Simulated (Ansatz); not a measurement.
# MnHg: energy above lowest point and pressure against volume scale

Results calculated with Ansatz 0.2.0, not measured. Free energy against uniform scaling of the volume at fixed shape and fractions; periodic cell, basis, potentials, k mesh and filling as listed.

The cell before it is scaled or strained (space group P4/mmm, No. 123):
```
CELL_PARAMETERS angstrom
3.29890 0.00000 0.00000
0.00000 3.29890 0.00000
0.00000 0.00000 3.32400
ATOMIC_POSITIONS crystal
Mn 0.50000 0.50000 0.50000
Hg 0.00000 0.00000 0.00000
```

Settings of every row: functional r2SCAN; dispersion none; potentials PAW; wave cutoff 600 eV; density cutoff 2400 eV; k mesh 9x9x9; k shift 0x0x0; occupations fermi dirac; smearing width 0.05 eV; spin collinear.

Limits: coarse k mesh, up to 40 meV an atom off; state may not be the lowest; no spin-orbit coupling, which can matter with elements this heavy; with one magnetic atom in the cell only parallel moments are possible.

```
row  volume scale  V (Å³/atom)  energy above lowest point (meV/atom)  pressure (GPa)
  1        0.9406       17.013                                  37.7            8.73
  2        0.9703        17.55                                  14.3            5.22
  3             1       18.087                                     ?               ?
  4        1.0297       18.624                                     0           -0.55
  5        1.0594       19.161                                   5.6           -2.73
```

Question: what energy above lowest point and pressure should row 3 give?

Worked fit of energy above lowest point. Take u = (V_r/V)^(2/3) − 1 with V_r = 18.087 Å³ an atom, which is twice the finite (Eulerian) strain; such expansions in the strain, on which the Birch-Murnaghan equation of state is built, carry the rest volume and the bulk modulus. The shown rows have u = 0.04165, 0.0203, -0.01932, -0.03773. Least squares give energy above lowest point = 2.34 + 356.4 × u + 11791 × u² meV/atom; a straight line predicts inner rows, each left out in turn, worse (root mean square 11 against 0.35 meV/atom). The rows lie off it by 0.1, -0.1, 0.1, -0.1. The withheld row has u = 0, so the fit gives 2.34 + 356.4 × (0) + 11791 × (0)² = 2.3 meV/atom.

The calculation gave 2.3 meV/atom. The fit meets it to the printed digit.

Worked fit of pressure. Take u = (V_r/V)^(2/3) − 1 with V_r = 18.087 Å³ an atom, which is twice the finite (Eulerian) strain; such expansions in the strain, on which the Birch-Murnaghan equation of state is built, carry the rest volume and the bulk modulus. The shown rows have u = 0.04165, 0.0203, -0.01932, -0.03773. Least squares give pressure = 2.118 + 143.36 × u + 379.7 × u² GPa; a straight line predicts inner rows, each left out in turn, worse (root mean square 0.35 against 0.095 GPa). The rows lie off it by -0.02, 0.04, -0.04, 0.02. The withheld row has u = 0, so the fit gives 2.118 + 143.36 × (0) + 379.7 × (0)² = 2.12 GPa.

The calculation gave 2.03 GPa. The fit lies 0.09 GPa (4.4 % of the value, 0.79 % of the column's range) above it; its largest miss of a shown row is 0.04 GPa.
